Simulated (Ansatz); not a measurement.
# ZnPt: energy above lowest point against volume scale

Free energy against uniform scaling of the volume at fixed shape and fractions; periodic cell, basis, potentials, k mesh and filling as listed. The results are calculated, by Ansatz 0.2.0.

The cell before it is scaled or strained (space group P4/mmm, No. 123):
```
CELL_PARAMETERS angstrom
2.86400 0.00000 0.00000
0.00000 2.86400 0.00000
0.00000 0.00000 3.51000
ATOMIC_POSITIONS crystal
Zn 0.50000 0.50000 0.50000
Pt 0.00000 0.00000 0.00000
```

Settings of every row: functional LDA; dispersion none; potentials all-electron LAPW; k mesh 10x10x8; k shift 0x0x0; occupations fermi dirac; smearing width 0.1 eV; spin none.

Limits: coarse k mesh, up to 40 meV an atom off; no spin-orbit coupling, which can matter with elements this heavy.

```
row  volume scale  V (Å³/atom)  energy above lowest point (meV/atom)
  1          0.92       13.244                                   4.3
  2          0.96        13.82                                     0
  3             1       14.395                                  26.4
  4          1.04       14.971                                     ?
  5          1.08       15.547                                 144.2
```

Question: what energy above lowest point should row 4 give?

Worked fit of energy above lowest point. Take u = (V_r/V)^(2/3) − 1 with V_r = 14.107 Å³ an atom, which is twice the finite (Eulerian) strain; such expansions in the strain, on which the Birch-Murnaghan equation of state is built, carry the rest volume and the bulk modulus. The shown rows have u = 0.04298, 0.0138, -0.01338, -0.06274. Least squares give energy above lowest point = 9.94 − 950.4 × u + 18978 × u² meV/atom; a straight line predicts inner rows, each left out in turn, worse (root mean square 33 against 0.88 meV/atom). The rows lie off it by 0.2, -0.4, 0.3, -0.1. Its lowest point lies at u = 0.0250, or V = 13.59 Å³ an atom, and the curvature there gives the bulk modulus at fixed shape and fractions, B = (4/9)(1 + u)² E″(u)/V = 209 GPa. Letting shape and atoms relax would as a rule lower it, by much in layered, chain or molecular crystals. The withheld row has u = -0.03885, so the fit gives 9.94 − 950.4 × (-0.03885) + 18978 × (-0.03885)² = 75.5 meV/atom.

The calculation gave 76.3 meV/atom. The fit lies 0.8 meV/atom (1 % of the value, 0.55 % of the column's range) below it; its largest miss of a shown row is 0.4 meV/atom.
